Before one picks a lamp to drive a silicon oxide precursor by light, one has to know where the vapour begins to absorb and where the excited electron goes. Alkoxysilanes are such precursors, and the molecule here, methoxyfluorosilane, is a small relative with one methoxy group, one fluorine and two hydrogens on silicon. The excitation energy and the oscillator strength answer the first question. The hole electron distance seems to answer the second, but taken at face value it misleads.

Five singlet excited states of gas-phase methoxyfluorosilane, CH3OSiH2F, from linear-response TDDFT without the Tamm–Dancoff approximation (PySCF 2.14.0, LC-wPBE/6-311+G(d,p), GFN2-xTB geometry). The leading pair weight refers to natural transition orbitals, and the hole electron distance is measured between the centres of the two clouds.

```
row  excitation energy (eV)  oscillator strength  leading pair weight  hole electron distance (Å)  hole electron overlap
  1                   8.240                0.012                0.952                       0.356                  0.476
  2                   8.375                0.012                0.971                       0.650                  0.480
  3                   8.675                0.002                0.938                       0.339                  0.452
  4                   9.018                0.051                0.826                       0.997                  0.475
  5                   9.074                0.048                0.795                       0.759                  0.462
```

The energies climb steadily, while the distance goes short, long, short, long and then stays fairly long. An excitation takes an electron from one region, the hole, and puts it in another. The distance column measures how far apart the centres of these two clouds lie. Read simply, the 0.36 Å of row 1 would mean that the electron hardly moves, and the 1.00 Å of row 4 that it is transferred to a neighbouring atom.

The atomic shares of the two clouds contradict the first half of that reading. In row 1 oxygen carries 48 per cent of the hole but only 10 per cent of the electron, so most of what leaves oxygen does not come back to it. In row 4 the two shares are 50 and 6 per cent, which is much the same. The two states empty the oxygen about equally and differ in where the electron arrives.

Two limiting cases show why this matters. If a whole electron went from oxygen to silicon, the centres would end up one bond length apart, about 1.6 Å. If oxygen sat between two identical groups, symmetry would make the electron arrive equally on both sides, and the shift from one side to the other would be zero even if oxygen were emptied completely. Oxygen here sits between a silyl and a methyl group, so the shift along the line between them depends on how the electron is shared out, and it can point either way.

This can be turned into a model with nothing to fit. Let $h_A$ and $e_A$ be the shares of hole and electron on atom $A$, and let $a_A$ be the position of that atom along the line from oxygen towards silicon, counted from oxygen. If each share is placed at its nucleus, the shift along this line is

$$d_\parallel=\sum_A (e_A-h_A)\,a_A .$$

Oxygen itself drops out, since its position is zero. Gains on the silicon side count as positive and gains on the methyl side as negative, so they offset each other. The shares come from the same calculation as the shift, so the model breaks the shift down and does not forecast it. How a broad cloud is divided among atoms is also partly a matter of convention, so the shares are a guide and not exact charges.

Row 4 can be worked by hand. Silicon gains 0.38 of an electron at 1.6 Å, which gives 0.61 Å. The two hydrogens on silicon together gain 0.08 at about 2.1 Å, adding 0.17 Å. The methyl group loses 0.03 at about 0.9 Å on the far side, which adds another 0.03 Å, and fluorine hardly changes. The sum is about 0.8 Å, against 0.97 Å for the same component of the calculated shift.

In row 1 each of these main terms is weaker or reversed. Silicon gains only 0.28 of an electron, the hydrogens on silicon lose a little instead of gaining, and the methyl group gains 0.10, which pulls the centre back. The model then gives 0.31 Å, against a calculated 0.22 Å. The small shift along the line thus comes from a smaller gain at silicon together with an opposing gain at methyl, and not from an electron that stayed at home. In rows 1 and 3 the sideways part of the shift is somewhat larger than the part along the line, and about that part the model says little.

The zigzag follows from this. In rows 2 and 4 the electron gathers on the silicon side, and almost the whole shift points from oxygen to silicon. In rows 1 and 3 it is spread over silicon and methyl, and the distance is short. The alternation in the column is mainly an alternation in where the electron arrives. The hole matters too. Row 2 has the most silicon-sided electron of all, yet a shorter distance than row 4, because its hole already lies partly on the silyl group: the hydrogens on silicon carry 0.273 of it, against 0.065 in row 4.

Row 5 breaks the pattern because its electron leans further towards methyl than any other and spreads more widely. Just over half of it lies on the methyl group, and along the oxygen–silicon line the centre moves backwards, away from silicon. Its distance of 0.76 Å is larger than that of row 2, yet it does not describe transfer to silicon. The column gives a length without a direction, and here the direction carries the chemistry.

Row 5 also shows where the model stops working. Along the line it gets the sign right, but most of the shift in this state runs sideways, and charges placed on nuclei miss it. The electron cloud is the most extended of the five, and its centre is displaced in a direction that the atomic shares do not follow. This suggests a diffuse, Rydberg-like state, although the numbers do not prove it. The other four electron clouds are broad too, with extents greater than the oxygen–silicon bond length, so the difference may be one of degree.

The leading pair weight adds a caution. In rows 1 to 3 one hole–electron pair carries more than nine tenths of the state, but in rows 4 and 5 only about four fifths. Their hole and electron are then averages over two or three pairs, and one arrow describes them less well. Mixing among close-lying states, which no symmetry prevents here, is a likely cause, though the table does not test it.

Along the oxygen–silicon line the model misses the five calculated shifts by 0.14 Å (root mean square), while the shifts themselves run from −0.25 to 0.97 Å. It errs towards the middle in every row, as it would if the clouds lean outwards beyond the nuclei. Across the line it is much poorer: even in row 1 the error of the full vector is as long as the shift itself. The printed analysis below sets the two side by side.

The energies follow a looser pattern. Rows 1 and 3 have similar electrons but different holes, and so, more roughly, do rows 2 and 4. In each pair the higher state has a hole with little weight on the hydrogens of silicon, and its largest orbital contribution starts one level below the highest occupied orbital. One possible reason is that mixing with the filled Si–H bonds pushes one oxygen lone pair up, so that less energy is needed to empty it; the table does not test this.

Changing the hole costs 0.44 eV in the first pair and 0.64 eV in the second. If hole and electron contributed independently, the two costs would be equal. The mismatch of 0.21 eV is larger than the gap between rows 1 and 2, so the scheme sorts the characters of the states but does not predict their energies. Part of the reason may be that row 2 has a hole of its own, with more Si–H character than that of row 1.

The orbital energies show roughly how firmly the excited electron is still held. With a long-range corrected functional, the energy of the highest occupied orbital gives an estimate of the cost of removing an electron, here about 11.5 eV. Row 1 lies about 3.3 eV below that limit and row 5 about 2.4 eV, so in both the electron remains bound to the hole it left, more loosely in row 5. The same limit serves for both because their holes are alike and their largest orbital contribution starts from the highest occupied orbital. Binding of this size is what low Rydberg states are expected to have, so row 1 may be partly Rydberg-like as well. The printed depth below the gap between the highest occupied and lowest empty orbitals is a poorer measure. The lowest empty orbital lies above zero energy, where an extra electron is not bound, and it would sink towards zero if more diffuse functions were added to the basis.

Brightness follows a different rule. The oscillator strength is $f=\tfrac{2}{3}E\mu^2$ in atomic units, with $E$ the excitation energy and $\mu$ the transition dipole. The energy varies by only about a tenth over the table, whereas $\mu^2$ is 27 times larger in row 4 than in row 3. The difference between faint and bright states therefore lies in the dipole.

The hole electron overlap stays between 0.45 and 0.48 in every row, too narrow a range to account for this. It records how far the two clouds share the same space, but the dipole adds up contributions that carry signs. Two regions can overlap equally well and still cancel in the dipole. That is the natural explanation for the faintness of row 3, since the molecule has no symmetry that would forbid the transition.

For the choice of lamp, the calculated absorption starts near 150 nm and becomes stronger near 137 nm, both in the vacuum ultraviolet. These are vertical energies at one fixed geometry. Real bands are broadened by vibration, so absorption usually sets in at longer wavelengths than the first calculated value. Nor should the numbers be read too finely. The basis has a single diffuse shell on the heavier atoms and none on hydrogen, which usually places diffuse states too high, and the method itself commonly errs by tenths of an electronvolt. The order of rows 4 and 5, only 0.06 eV apart, is therefore not secure, nor is that of rows 1 and 2. The shifts of such broad clouds are expected to be sensitive to the basis too, in size and, where they are small, even in direction, so the zigzag should be confirmed with more diffuse functions before it is taken as a property of the molecule.

For a similar molecule with a lone-pair atom between two different groups, the first thing to ask is how the net gain, electron less hole, divides between the two sides. Along the line between the two sides, a lopsided gain gives a large shift and a balanced one a small shift, however completely the central atom is emptied. A diffuse cloud can still move sideways, as in row 5. A short distance is therefore no proof of a local excitation, and a long one names its destination only once its direction is known.

Numerical output:

```
Where hole and electron sit (fractions) and electron extent (angstrom):
  row  hole on O  hole on silyl H  electron on O  electron on Si  electron on methyl  electron extent
    1      0.476            0.153          0.103           0.414               0.314             2.66
    2       0.36            0.273          0.066           0.558                 0.1             2.41
    3      0.503            0.067          0.102           0.364                0.39             2.74
    4      0.501            0.065          0.064           0.491               0.223             2.92
    5      0.413            0.137          0.054           0.299               0.521             3.45
Centroid shift (angstrom):
  row  full distance  computed part from O towards Si  same part from atomic charges  model less computed  length of full vector miss
    1          0.356                           0.2218                         0.3115              0.08964                      0.3886
    2           0.65                           0.6464                         0.5062              -0.1402                      0.1957
    3          0.339                           0.1793                         0.3307               0.1514                      0.2691
    4          0.997                            0.968                         0.8228              -0.1452                       0.237
    5          0.759                           -0.251                        -0.0871               0.1639                      0.6089
Energies and brightness:
  row  step from row before (eV)  depth below HOMO-LUMO gap (eV)  wavelength (nm)  squared transition dipole (a.u.)  ratio to weakest
    1                        n/a                           4.942            150.5                           0.05884             7.024
    2                      0.135                           4.807              148                           0.05855             6.989
    3                        0.3                           4.507            142.9                          0.008377                 1
    4                      0.343                           4.164            137.5                            0.2293             27.37
    5                      0.056                           4.108            136.6                            0.2143             25.59
Energy rise from row 1 to row 3, spread-out electron (eV): 0.435
Energy rise from row 2 to row 4, silicon-side electron (eV): 0.643
Failure of additive two-hole two-electron picture for row 4 (eV): 0.208
Angle between transition dipoles of rows 4 and 5 (degrees): 88.17
Rms miss of atomic-charge model along O to Si (angstrom): 0.1404
```
